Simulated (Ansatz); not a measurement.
# [BPH4]− (SMILES [BH2-]P): the energy, rung by rung

[BPH4]− has 6 atoms, charge -1, and is taken as a doublet. As SMILES, `[BH2-]P`. The shape is that of a GFN2-xTB optimisation.

```xyz
6

B     0.0583   -0.9045   -0.0634
P     0.5945    0.8594   -0.0697
H    -1.0748   -1.2266    0.1373
H     0.8875   -1.7334   -0.2663
H    -0.4220    1.5536   -0.8165
H    -0.0435    1.4515    1.0785
```

Each level gives the energy change with the B1–H4 bond stretched from 1.190 to 1.785 Å (eV). The values are calculated.

```csv
level,kind,program,value (eV),less FCI/STO-3G,CPU time (all runs)
UHF/STO-3G,Hartree–Fock,Ansatz,2.78,+0.52,0.33 s
U-revPBE/STO-3G,GGA,Ansatz,2.17,-0.09,3.9 s
UBHLYP/STO-3G,global hybrid,Ansatz,2.62,+0.36,4.1 s
U-wB97X/STO-3G,range-separated hybrid,Ansatz,2.50,+0.24,22 s
UB2PLYP/STO-3G,double hybrid,Ansatz,2.45,+0.19,4.9 s
RPA@PBE/STO-3G,RPA,Ansatz,2.17,-0.09,5.3 s
UCCSD(T)/STO-3G,coupled cluster or CI,Ansatz,2.27,+0.01,0.62 s
UCCSDTQ/STO-3G,coupled cluster or CI,Ansatz,2.26,0.00,93 s
FCI/STO-3G,exact in the basis,Ansatz,2.26,0.00,12 s
```

FCI/STO-3G is exact within its basis and frozen core, so for wave-function methods in that basis the difference is their error; functionals converge differently with the basis, so for them it is only a difference. Sets without diffuse functions describe the anion poorly. The first shape isn't each level's own minimum. The values span 2.17 to 2.78 eV. Spin contamination of the reference (⟨S²⟩ at least 0.1 too high) touches UHF/STO-3G, UCCSD(T)/STO-3G, UCCSDTQ/STO-3G. All rows use very small basis sets, so even the best lies far from the true value. Times are those of the runs behind each value, whatever else they computed, on shared processors of several kinds: orders of magnitude only.

Stretching the B–H bond costs 2.26 eV in the exact treatment, and Hartree–Fock overshoots this by 0.52 eV. As the bond lengthens, the overlap of the boron hybrid with hydrogen 1s falls, the σ–σ* gap narrows, and left-right correlation grows. A mean-field description misses much of this, so it penalises the stretched structure too heavily. Coupled cluster recovers it: UCCSD(T) is already within 0.01 eV, which suggests that connected triples suffice at this elongation and that the cluster expansion largely repairs the flawed reference.

Among the functionals, revPBE lies lowest and the hybrids higher, probably because semilocal exchange mimics some left-right correlation that exact exchange removes. UB2PLYP falls below UBHLYP despite a similar share of exact exchange, consistent with its perturbative correlation favouring the stretched bond. The identical revPBE and RPA values needn't reflect the same physics. A single partial stretch gives neither the dissociation energy nor which fragment would keep the extra electron.
